# Problem: energy–entropy compensation in the charging of a chloride-sized sphere in water

## Statement

A sphere is held fixed in liquid water at $T = 298.15$ K and $p = 1.00\times10^{5}$ Pa. Its hard core keeps every charge site of the solvent away from the centre. A point charge at the centre is raised from $0$ (state 0) to $q=-e$ (state 1). The potential energy is $U_{vv}$ in state 0 and $U_{vv}+u$ in state 1. Here $U_{vv}$ is the solvent–solvent energy (the hard core only restricts the configurations), $u=q\phi$, and $\phi$ is the electrostatic potential of the solvent at the centre. Statistics are classical, $\beta = 1/k_BT$, and $\langle\cdot\rangle_0$, $\langle\cdot\rangle_1$ are averages in the two states. $\Delta X$ means $X_1-X_0$, and $\mu^*$ is the free energy of charging in the solvent minus that in vacuum. Results are quoted per mole of spheres, so that $k_BT$ becomes $RT$.

**Model.** The solvent responds as a linear dielectric outside a cavity of radius $a$ (Born model). At charge $\lambda q$, $0\le\lambda\le1$,

$$\langle\phi\rangle_\lambda=-\frac{\lambda q}{4\pi\varepsilon_0 a}\left(1-\frac1\varepsilon\right).$$

In parts (b) to (e) the whole response is carried by classical coordinates.

**Data** (typical values, used as given inputs): $a = 1.81\times10^{-10}$ m; $\varepsilon=78.4$; $(\partial\varepsilon/\partial T)_p=-0.360$ K$^{-1}$; $(\partial\varepsilon/\partial p)_T=3.7\times10^{-8}$ Pa$^{-1}$; thermal expansion coefficient $\alpha_p=2.57\times10^{-4}$ K$^{-1}$; isothermal compressibility $\kappa_T=4.52\times10^{-10}$ Pa$^{-1}$; optical permittivity $\varepsilon_\infty=1.78$.

**(a)** Show that at constant $N,V,T$

$$\Delta E=\langle u\rangle_1+\Delta E_{vv},\qquad T\Delta S=T\Delta S_{uv}+\Delta E_{vv},\qquad \mu^*=\langle u\rangle_1-T\Delta S_{uv},$$

find $T\Delta S_{uv}$ as an average in state 1, and show that it is never positive. Give the form for constant pressure.

**(b)** Compute $\mu^*$, $\langle u\rangle_1$ and $T\Delta S_{uv}$. Confirm $T\Delta S_{uv}$ from the distribution of $u$ in state 1.

**(c)** With $a$ independent of $T$ and $p$, compute $\Delta S$, $\Delta H$ and the reorganisation enthalpy at constant pressure.

**(d)** Repeat (c) at constant volume.

**(e)** Repeat (c) for a cavity radius that expands like the solvent, $d\ln a/dT=\alpha_p/3$.

**(f)** Repeat (b) and (c) when the electronic polarisation of water follows the charge instantly and only the nuclei are classical coordinates.

## Solution

### (a) The exact result

Let $Z_0=\int e^{-\beta U_{vv}}\,dX$ and $Z_1=\int e^{-\beta (U_{vv}+u)}\,dX$, both over the solvent configurations $X$ allowed by the core. Kinetic factors and the self-energy of the charge cancel, so $\beta\mu^*=-\ln(Z_1/Z_0)$.

*Energy.* Differentiation with respect to $\beta$ at fixed $N,V$ gives

$$\Delta E=\frac{\partial(\beta\mu^*)}{\partial\beta}=\langle U_{vv}+u\rangle_1-\langle U_{vv}\rangle_0=\langle u\rangle_1+\Delta E_{vv},$$

with $\Delta E_{vv}=\langle U_{vv}\rangle_1-\langle U_{vv}\rangle_0$, the solvent reorganisation energy.

*Free energy.* Write $e^{-\beta U_{vv}}=e^{-\beta(U_{vv}+u)}e^{\beta u}$ in $Z_0$. Then $Z_0/Z_1=\langle e^{\beta u}\rangle_1$. Extracting the mean of $u$,

$$\mu^*=k_BT\ln\langle e^{\beta u}\rangle_1=\langle u\rangle_1-T\Delta S_{uv},\qquad T\Delta S_{uv}\equiv-k_BT\ln\left\langle e^{\beta(u-\langle u\rangle_1)}\right\rangle_1 .$$

This step needs $u$ to be finite in every configuration that has weight in state 0. It holds here because the core is common to both states. It fails when $u$ itself contains a hard core, since overlapping configurations then count in $Z_0$ and have zero weight in state 1.

*Entropy.* From $\mu^*=\Delta E-T\Delta S$,

$$T\Delta S=\langle u\rangle_1+\Delta E_{vv}-\mu^*=T\Delta S_{uv}+\Delta E_{vv}.$$

The same $\Delta E_{vv}$ appears in $\Delta E$ and in $T\Delta S$ and drops out of their difference, with no approximation.

*Sign.* The exponential is convex, so Jensen's inequality gives $\langle e^{y}\rangle\ge e^{\langle y\rangle}=1$ for $y=\beta(u-\langle u\rangle_1)$. Hence $T\Delta S_{uv}\le0$, with equality only if $u$ does not fluctuate. Equivalently, the normalised densities obey $P_1/P_0=e^{-\beta(u-\mu^*)}$, so $\Delta S_{uv}=-k_B\langle\ln(P_1/P_0)\rangle_1$ is minus $k_B$ times a relative entropy.

*Constant pressure.* The partition functions acquire $\int dV\,e^{-\beta pV}$, which amounts to $U_{vv}\to U_{vv}+pV$. Every step carries over:

$$\Delta H=\langle u\rangle_1+\Delta H_{vv},\qquad T\Delta S_p=T\Delta S_{uv}+\Delta H_{vv},\qquad \Delta H_{vv}=\Delta\langle U_{vv}\rangle+p\,\Delta V .$$

For one solute in a macroscopic solvent at the same state point, $\mu^*$, $\langle u\rangle_1$ and therefore $T\Delta S_{uv}$ are the same in both ensembles.

### (b) Solute–solvent terms

Define

$$B=\frac{e^2}{8\pi\varepsilon_0a}=\frac{2.307\times10^{-28}\ \text{J m}}{2\times1.81\times10^{-10}\ \text{m}}=6.373\times10^{-19}\ \text{J},$$

which is $B=383.8$ kJ mol$^{-1}$. Also $1-1/\varepsilon=0.98724$ and $RT=2.479$ kJ mol$^{-1}$. One decimal in kJ mol$^{-1}$ is kept so that the balance inside the model can be followed. The limits of the model are weighed at the end.

For the potential energy $U_{vv}+\lambda u$ one has $d\mu^*/d\lambda=\langle u\rangle_\lambda=q\langle\phi\rangle_\lambda=-2\lambda B(1-1/\varepsilon)$. Therefore

$$\mu^*=\int_0^1\langle u\rangle_\lambda\,d\lambda=-B\left(1-\frac1\varepsilon\right)=-378.9\ \text{kJ mol}^{-1},$$

$$\langle u\rangle_1=2\mu^*=-757.8\ \text{kJ mol}^{-1},$$

which corresponds to $\langle\phi\rangle_1=+7.85$ V at the centre, and

$$T\Delta S_{uv}=\langle u\rangle_1-\mu^*=-378.9\ \text{kJ mol}^{-1},\qquad \Delta S_{uv}=-1271\ \text{J K}^{-1}\text{mol}^{-1}.$$

*Confirmation from fluctuations.* Differentiating the average gives $d\langle u\rangle_\lambda/d\lambda=-\beta\sigma_u^2$, where $\sigma_u^2$ is the variance of $u$ at coupling $\lambda$. A mean linear in $\lambda$ makes the cumulant-generating function $\ln\langle e^{-\beta\lambda u}\rangle_0$ quadratic, so $u$ is Gaussian with the same variance in both states:

$$\sigma_u=\sqrt{2RT\,|\mu^*|}=\sqrt{2\times2.479\times378.9}\ \text{kJ mol}^{-1}=43.3\ \text{kJ mol}^{-1},$$

or $\sigma_\phi=0.449$ V. With $z=(u-\langle u\rangle_1)/\sigma_u$ and $b=\sigma_u/RT=17.5$,

$$\left\langle e^{\beta(u-\langle u\rangle_1)}\right\rangle_1=\int_{-\infty}^{\infty}\frac{dz}{\sqrt{2\pi}}\,e^{-z^2/2+bz}=e^{b^2/2},\qquad \frac{b^2}{2}=\frac{|\mu^*|}{RT}=152.8 .$$

Thus $T\Delta S_{uv}=-2.479\times152.8$ kJ mol$^{-1}$, or $-378.9$ kJ mol$^{-1}$ when the unrounded factors are multiplied, as found above. The integrand peaks at $z=b$, that is at $u=\langle u\rangle_1+\beta\sigma_u^2=0$, the mean of state 0. The average is exact, but it is dominated by configurations 17.5 standard deviations from the mean of state 1. A simulation therefore obtains $T\Delta S_{uv}$ from $\langle u\rangle_1-\int_0^1\langle u\rangle_\lambda\,d\lambda$ and not by direct sampling.

### (c) Constant pressure

With $\mu^*=-B+B/\varepsilon$ and $B/\varepsilon^2=62.44$ J mol$^{-1}$,

$$\Delta S_p=-\left(\frac{\partial\mu^*}{\partial T}\right)_p=\frac{B}{\varepsilon^2}\left(\frac{\partial\varepsilon}{\partial T}\right)_p=62.44\ \text{J mol}^{-1}\times(-0.360\ \text{K}^{-1})=-22.5\ \text{J K}^{-1}\text{mol}^{-1}.$$

Then $T\Delta S_p=-6.70$ kJ mol$^{-1}$ and

$$\Delta H=\mu^*+T\Delta S_p=-385.6\ \text{kJ mol}^{-1},$$

$$\Delta H_{vv}=\Delta H-\langle u\rangle_1=(-385.6+757.8)\ \text{kJ mol}^{-1}=+372.2\ \text{kJ mol}^{-1}.$$

The entropy relation gives the same value, $\Delta H_{vv}=T\Delta S_p-T\Delta S_{uv}=(-6.7+378.9)$ kJ mol$^{-1}$. The volume change is

$$\Delta V=\left(\frac{\partial\mu^*}{\partial p}\right)_T=-\frac{B}{\varepsilon^2}\left(\frac{\partial\varepsilon}{\partial p}\right)_T=-62.44\ \text{J mol}^{-1}\times3.7\times10^{-8}\ \text{Pa}^{-1}=-2.3\times10^{-6}\ \text{m}^3\,\text{mol}^{-1},$$

so $p\,\Delta V=-0.23$ J mol$^{-1}$ and $\Delta H_{vv}$ is the change of $\langle U_{vv}\rangle$ to the digits printed.

*Reading.* Orienting water around the anion costs 372.2 kJ mol$^{-1}$ of water–water energy. This raises $\Delta H$ and $T\Delta S_p$ by the same amount and cancels 98 % of $T\Delta S_{uv}$. The small total entropy is a difference of two large terms. For a temperature-independent $\varepsilon$ the cancellation would be complete. A single harmonic coordinate shows this limit: $U_{vv}=kx^2/2$ and $u=gx$ give $\langle x\rangle_1=-g/k$ with unchanged variance, hence $\langle u\rangle_1=-g^2/k$, $\Delta E_{vv}=g^2/2k$, $\mu^*=T\Delta S_{uv}=-g^2/2k$ and $\Delta S=0$.

### (d) Constant volume

Use $(\partial p/\partial T)_V=\alpha_p/\kappa_T=5.69\times10^{5}$ Pa K$^{-1}$. The chain rule $(\partial\mu^*/\partial T)_V=(\partial\mu^*/\partial T)_p+\Delta V\,\alpha_p/\kappa_T$ gives

$$\Delta S_V=\Delta S_p-\frac{\alpha_p}{\kappa_T}\Delta V=(-22.5+1.3)\ \text{J K}^{-1}\text{mol}^{-1}=-21.2\ \text{J K}^{-1}\text{mol}^{-1}.$$

Hence $T\Delta S_V=-6.31$ kJ mol$^{-1}$, $\Delta E=\mu^*+T\Delta S_V=-385.2$ kJ mol$^{-1}$ and $\Delta E_{vv}=\Delta E-\langle u\rangle_1=+372.6$ kJ mol$^{-1}$. At fixed volume the electrostriction near the ion slightly dilates the bulk of the liquid. Summed over the bulk this adds 0.39 kJ mol$^{-1}$ to the solvent–solvent energy and to $T\Delta S$, and nothing to $\mu^*$.

### (e) Expanding cavity

Since $B\propto1/a$, a coefficient $\gamma=d\ln a/dT=\alpha_p/3=8.57\times10^{-5}$ K$^{-1}$ adds $-\gamma\mu^*$ to $\partial\mu^*/\partial T$. The extra entropy is

$$\delta S=\gamma\mu^*=-32.5\ \text{J K}^{-1}\text{mol}^{-1},\qquad T\,\delta S=-9.7\ \text{kJ mol}^{-1}.$$

Then $T\Delta S_p=-16.4$ kJ mol$^{-1}$, $\Delta H=-395.3$ kJ mol$^{-1}$ and $\Delta H_{vv}=+362.5$ kJ mol$^{-1}$. The quantities $\mu^*$, $\langle u\rangle_1$ and $T\Delta S_{uv}$ depend only on $a$ and $\varepsilon$ at 298.15 K and do not change. The term neglected in (c) is larger than the entropy kept there, so the fixed-radius $\Delta S_p$ indicates only an order of magnitude.

### (f) Instantaneous electronic polarisation

Now $u'$ is the change of the electronic ground-state energy on charging at fixed nuclei, and part (a) holds with $u'$ in place of $u$. In the continuum, $u'$ has a non-fluctuating part from the electronic response, $-B(1-1/\varepsilon_\infty)$, and a Gaussian part from the nuclei with zero mean in state 0:

$$\langle u'\rangle_0=-B\left(1-\frac{1}{\varepsilon_\infty}\right)=-383.8\times0.4382\ \text{kJ mol}^{-1}=-168.2\ \text{kJ mol}^{-1}.$$

For a Gaussian variable of variance $2\Lambda RT$, the Gaussian integral of (b) gives $\mu^*=\langle u'\rangle_0-\Lambda$, and the weight $e^{-\beta u'}$ shifts the mean to $\langle u'\rangle_1=\langle u'\rangle_0-2\Lambda$. The equilibrium $\mu^*$ is fixed by the static $\varepsilon$, so

$$\Lambda=B\left(\frac1{\varepsilon_\infty}-\frac1\varepsilon\right)=383.8\times0.5490\ \text{kJ mol}^{-1}=210.7\ \text{kJ mol}^{-1}.$$

It follows that $\langle u'\rangle_1=-589.6$ kJ mol$^{-1}$, $T\Delta S_{uv}'=-\Lambda=-210.7$ kJ mol$^{-1}$ and $\Delta H_{vv}'=\Delta H-\langle u'\rangle_1=+204.0$ kJ mol$^{-1}$. The work of polarising the electron clouds has moved from the solvent term into $u'$. The split thus depends on the definition of the coupling energy, while $\mu^*$, $\Delta H$ and $\Delta S_p$ do not.

### Results of the model (kJ mol$^{-1}$)

| Case | $\mu^*$ | $\langle u\rangle_1$ | $T\Delta S_{uv}$ | reorganisation term | $T\Delta S$ | $\Delta H$ or $\Delta E$ |
|---|---|---|---|---|---|---|
| (c) constant $p$ | $-378.9$ | $-757.8$ | $-378.9$ | $+372.2$ | $-6.7$ | $-385.6$ |
| (d) constant $V$ | $-378.9$ | $-757.8$ | $-378.9$ | $+372.6$ | $-6.3$ | $-385.2$ |
| (e) expanding cavity | $-378.9$ | $-757.8$ | $-378.9$ | $+362.5$ | $-16.4$ | $-395.3$ |
| (f) fast electrons | $-378.9$ | $-589.6$ | $-210.7$ | $+204.0$ | $-6.7$ | $-385.6$ |

In every row the second and fourth numbers add to the sixth, the third and fourth add to the fifth, and the first is the second minus the third.

### Limits of the model

The identities of (a) are exact, and the numbers belong to the Born model with the given inputs. The model sets $\langle\phi\rangle_0=0$. If one assumes instead $\langle\phi\rangle_0=+0.4$ V, a typical size for the centre of a neutral cavity in point-charge water models, then $q\langle\phi\rangle_0=-39$ kJ mol$^{-1}$ is added to both $\mu^*$ and $\langle u\rangle_1$, and $T\Delta S_{uv}$ is unchanged while the statistics stay Gaussian with the same variance. The model's $\mu^*$ is therefore to be read as about $-3.8\times10^{2}$ kJ mol$^{-1}$, with the second figure uncertain. The same term adds $-q\,\partial\langle\phi\rangle_0/\partial T$ to the entropy, and a drift of only $0.23$ mV K$^{-1}$ would match the whole $\Delta S_p$ of part (c) in size.

The model's $\Delta S_p$ is not the hydration entropy of chloride. That quantity is typically near $-45$ J K$^{-1}$ mol$^{-1}$ for transfer at equal concentration in gas and solution, roughly twice as negative as the fixed-radius value, and it includes the entropy of forming the cavity, which is typically negative and of similar magnitude. The continuum therefore does not settle even the sign of the charging entropy in molecular water. Whatever part of this uncertainty lies in solvent reorganisation enters $\Delta H$ and $T\Delta S_p$ equally and leaves $\mu^*$ untouched.